Silicon has two atoms and eight valence electrons in its primitive cell, enough to fill four bands. Within the bands, a density of about one state per electronvolt and cell is typical. One electronvolt is some forty times the thermal energy at room temperature, so features on that scale decide whether a crystal insulates or conducts. The table gives the calculated density of states of silicon with a hybrid functional, in total and as projected on the 3s and 3p shells. Both spin directions are counted, so a filled state holds one electron.

Silicon (space group Fd-3m, two atoms per cell), calculated with Ansatz 0.2.0 using the HSE06 functional, plane waves and scalar-relativistic PAW, without spin polarization. The plane-wave cutoff is 420 eV, the k mesh 8×8×8 and the Gaussian smearing width 0.02 eV. The 3s and 3p densities are Löwdin projections summed over both atoms.

```
energy from the Fermi level (eV)  density of states total (states/eV/cell)  density of states on Si-3p (states/eV/cell)  density of states on Si-3s (states/eV/cell)
                          -7.950                                     1.340                                        0.760                                        0.560
                          -7.550                                     0.700                                        0.400                                        0.300
                          -7.150                                     0.520                                        0.300                                        0.220
                          -6.750                                     0.370                                        0.220                                        0.150
                          -6.350                                     0.310                                        0.180                                        0.120
                          -5.950                                     0.260                                        0.160                                        0.100
                          -5.550                                     0.210                                        0.130                                        0.080
                          -5.150                                     0.320                                        0.260                                        0.060
                          -4.750                                     1.050                                        0.950                                        0.090
                          -4.350                                     1.080                                        0.980                                        0.090
                          -3.950                                     1.060                                        0.980                                        0.070
                          -3.550                                     1.490                                        1.410                                        0.060
                          -3.150                                     1.350                                        1.270                                        0.060
                          -2.750                                     1.320                                        1.250                                        0.050
                          -2.350                                     1.210                                        1.160                                        0.030
                          -1.950                                     1.030                                        1.000                                        0.020
                          -1.550                                     0.510                                        0.490                                        0.010
                          -1.150                                     0.260                                        0.250                                        0.000
                          -0.750                                     0.030                                        0.030                                        0.000
                          -0.350                                     0.000                                        0.000                                        0.000
                           0.050                                     0.000                                        0.000                                        0.000
                           0.450                                     0.000                                        0.000                                        0.000
                           0.850                                     0.150                                        0.080                                        0.050
                           1.250                                     0.350                                        0.200                                        0.090
                           1.650                                     0.600                                        0.340                                        0.150
                           2.050                                     1.160                                        0.640                                        0.320
                           2.450                                     1.860                                        1.090                                        0.470
                           2.850                                     1.330                                        0.760                                        0.280
```

Question 1. The density is zero at the Fermi level. Why, and how wide is the gap?

Answer. Neighbouring atoms combine their orbitals into bonding states, which move down in energy, and antibonding states, which move up. The eight electrons fill the four bonding bands exactly, and the antibonding bands stay empty. The printed rows only place the gap between 1.0 and 1.8 eV, because both band edges fall between rows. The band energies of the same calculation give 1.2 eV.

Remark. The zero of energy lies in the middle of the gap, so the filled states end about 0.6 eV below it. The value of 1.2 eV belongs to the mesh of k points. The true conduction minimum of silicon is known to lie slightly off this mesh, so the gap without that restriction is a little smaller.

Question 2. Which shell makes the top of the valence band, and is the bottom of the conduction band its mirror image?

Answer. The top of the valence band is 3p. In the rows from -1.95 eV up to the gap, this shell holds 97 % of the density and 3s about 2 %. The conduction rows up to 2.05 eV are mixed: 56 % is 3p and 27 % is 3s, and the remainder lies outside both shells. The two edges are therefore not mirror images.

Remark. Symmetry explains the pure edge. The highest filled states lie at the zone centre, where the wave repeats unchanged from cell to cell, and with spin-orbit coupling left out, as here, there are three of them with equal energy. They transform like the three p orbitals of an atom, whereas an s orbital keeps its form under every rotation, so the two kinds can't mix. Away from the zone centre some mixing is allowed, but the projections show that it stays small near the top.

Question 3. Between -5.55 and -4.75 eV the 3s share of the density drops from 38 % to 9 %. Does the 3s character end there?

Answer. No, it is diluted. The 3s density is 0.08 before the step and 0.09 after it, with a small dip in between, while the 3p density grows sevenfold. If the 3s density had stayed exactly as it was, its share after the step would be 0.08/1.05, or 8 %. New states of almost pure 3p character have been added, and old and new states together keep the 3s density near its former level.

Remark. A share can fall because its numerator shrinks or because its denominator grows, and only the separate columns tell which. The band energies identify the newcomer: the third valence band begins near -5.2 eV, just where the 3p density starts to rise.

Question 4. How many electrons should such p-like bands hold, and does the table agree?

Answer. Think of the filled states as built from bonds. The cell has four bonds, so a state is described by four bond amplitudes. The 3s part on an atom is proportional to the sum of the amplitudes of the four bonds that meet there. A state free of 3s must make this sum vanish on both atoms of the cell, which imposes two conditions:

4 bonds − 2 conditions = 2 bands without 3s

2 bands × 2 electrons = 4 electrons

To compare, add the total density in the rows from -4.75 eV up to the gap. Each row stands for 0.4 eV:

1.05 + 1.08 + 1.06 + 1.49 + 1.35 + 1.32 + 1.21 + 1.03 + 0.51 + 0.26 + 0.03 = 10.39

10.39 × 0.4 = 4.2 electrons

The count agrees with the model to about 4 %. A small surplus is reasonable, since the second band also reaches into this range near the zone centre.

Remark. The model has no adjustable constant, but the lower limit of the sum was set at the step, and including one more row would add 0.1 electron. The agreement therefore supports the count of four and no finer statement. The same argument explains the threefold top in Question 2: at the zone centre the two conditions become identical, which leaves three states without 3s instead of two. The model fails on the width. In its simplest form the p-like bands are flat and would give a single sharp peak, whereas the table spreads them over more than 4 eV, because p orbitals on neighbouring atoms also interact sideways.

Question 5. If the upper valence band is almost free of 3s, where are the 3s electrons?

Answer. Most of them lie deeper. In the free atom the 3s level is well below the 3p level, by roughly 7 eV, so the lowest bonding states draw mainly on 3s. The printed valence rows account for 5.8 of the eight electrons. The other 2.2 lie below the table, and about two thirds of their character is 3s.

Bonding also moves part of the 3s shell into the empty bands. A free silicon atom has two 3s and two 3p electrons; in the crystal the projection finds 1.2 and 2.8, close to the one and three of ideal sp³ hybrids. The two atoms together have room for four 3s electrons but hold only 2.4. The remaining 1.6 must belong to empty states, which is why 3s appears in the conduction band.

Remark. Someone who looked only at the upper valence band would conclude that 3s takes no part in the bonding. The shell is strongly involved, but its weight sits mostly at the bottom of the filled states and above the gap. The same reasoning applies to other tetrahedral crystals with four valence electrons per atom, such as germanium: an s-rich floor, a p-like top that holds about half of the electrons, and some s character in the empty bands.

Question 6. One silicon atom in a hundred is replaced by phosphorus. Where does the Fermi level go?

Answer. Phosphorus has one valence electron more than silicon. With two atoms per cell, one per cent of phosphorus adds 0.02 electrons per cell. The valence band is full, so they must enter the conduction band. Its first row offers

0.15 × 0.4 = 0.06 places per cell,

three times what is needed. The Fermi level thus rises from mid-gap to the lowest part of the conduction band, less than about 1 eV above its old position.

Remark. The estimate assumes that phosphorus supplies electrons and leaves the bands of silicon as they are. This is very heavy doping, about 5 × 10²⁰ atoms per cubic centimetre, and the real bands would shift somewhat. The mesh is also coarse so close to a band edge, which makes the number of places rough. The direction of the shift is safe: with the valence band full, extra electrons must go to the bottom of the conduction band or, at much lighter doping, to phosphorus levels just below it.

Question 7. Which results would survive a change of the settings, and which digits deserve trust?

Answer. The count of four electrons rests on the numbers of bonds and atoms in the cell. The order of the shells rests on the large distance between the atomic 3s and 3p levels, which no reasonable functional would reverse. Both should therefore survive a change of functional. The gap is more sensitive. Semilocal functionals are known to give roughly half the measured gap of silicon, so with one of them the empty stretch around zero would shrink markedly.

A finer mesh would mainly change the small ups and downs. The difference between 1.08 at -4.35 eV and 1.06 at -3.95 eV deserves no explanation, whereas the fivefold rise of the total near -5 eV does. Rounding matters where a projection is small: at -1.95 eV the 3s share lies anywhere between 1.4 and 2.4 %, so "about two per cent" is all that can be said.

Remark. A useful test is to ask what a feature depends on. One that follows from counting bonds survives a change of method, while one that depends on an energy difference has to be checked against the functional, and one the size of the last printed digit should be left alone. The printed analysis below compares the bond count and the unchanged 3s density with the valence rows.

The analysis program printed:

```
3s share of total at -7.95 eV, percent: 41.79
3s share of total at -5.55 eV, percent: 38.1
3s share of total at -4.75 eV, percent: 8.571
3s share predicted at -4.75 eV from unchanged 3s density, percent: 7.619
total density at -4.75 eV over that at -5.55 eV, ratio: 5
3p density at -4.75 eV over that at -5.55 eV, ratio: 7.308
electrons per cell in rows from -4.75 eV to the gap (model 4 plus tail): 4.156
tail of second band above -4.95 eV from listed mesh points, electrons per cell: 0.2539
electrons per cell in all printed valence rows: 5.768
electrons per cell below the printed rows: 2.232
rough 3s share of the electrons below the printed rows, percent: 68.35
3s weight left for empty states, electrons per cell: 1.646
3s and 3p shares in valence rows from -1.95 eV up, percent: 1.639, 96.72
3s and 3p shares in conduction rows up to 2.05 eV, percent: 26.99, 55.75
lowest and highest gap that the printed rows allow, eV: 1, 1.8
3s share at -1.95 eV within rounding, lowest and highest, percent: 1.449, 2.439
room in the first conduction row, electrons per cell (1 percent P brings 0.02): 0.06
```
